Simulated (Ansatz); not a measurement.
## Telling isomers of CH3B apart by their spectra

These gas-phase data were calculated for one isomer of CH3B at r2SCAN-D4/def2-TZVP (harmonic, unscaled wavenumbers; equilibrium rotational constants with average atomic masses):

| Property | Result |
| --- | --- |
| rotational constants | 300.2, 28.95, 26.4 GHz |
| all wavenumbers above 1500 cm⁻¹ | 3208, 3143, 2835, 1513 |
| dipole moment | 0.60 D (PBE0/def2-TZVPD) |

Candidates:

(1) `B=C`, a singlet
(2) `[B]C`, a singlet

**Question.** Assign the data to one candidate and say why.

**Answer.** Candidate (1). The band at 2835 cm⁻¹ lies where the B–H stretch is expected; (2) has no mode between 2350 and 2900 cm⁻¹.

The same quantities for all candidates:

|  | rotational constants (GHz) | wavenumbers above 1500 cm⁻¹ | dipole (D) | E above the lowest, r2SCAN-D4/def2-TZVP (kcal/mol) |
| --- | --- | --- | --- | --- |
| (1) | 300.2, 28.95, 26.4 | 3208, 3143, 2835, 1513 | 0.60 | 0.0 |
| (2) | 157.5, 27.82, 27.82 | 3080, 3079, 2988 | 2.93 | 31.8 |

Harmonic stretches to hydrogen usually lie a few per cent above observed fundamentals. Each candidate is one conformer. Programs: Ansatz 0.2.0.

The rotational constants settle the assignment independently of the B–H band. Candidate (2) is a symmetric top, with a methyl group turning about the C–B axis, whereas the data describe a planar asymmetric top. The large constant of 300.2 GHz, against 157.5 GHz for (2), means that essentially only the two CH2 hydrogens lie off the heavy-atom axis, so the H–B–C unit must be close to linear. That geometry fits two-coordinate, sp-hybridised boron, whose high s character also explains why the B–H stretch lies above the range usual for three-coordinate boranes.

The energy order follows from the same bonding. In singlet methylborylene, boron keeps a lone pair and has two formally empty p orbitals, relieved only by hyperconjugation from the methyl group. Moving one hydrogen from carbon to boron turns that lone pair to bonding use, giving a B–H bond and a B=C π bond. The localised lone pair probably also contributes to the larger dipole of (2). The energy difference alone doesn't show whether (2) would survive long enough to be observed, since that depends on the barrier to hydrogen migration.
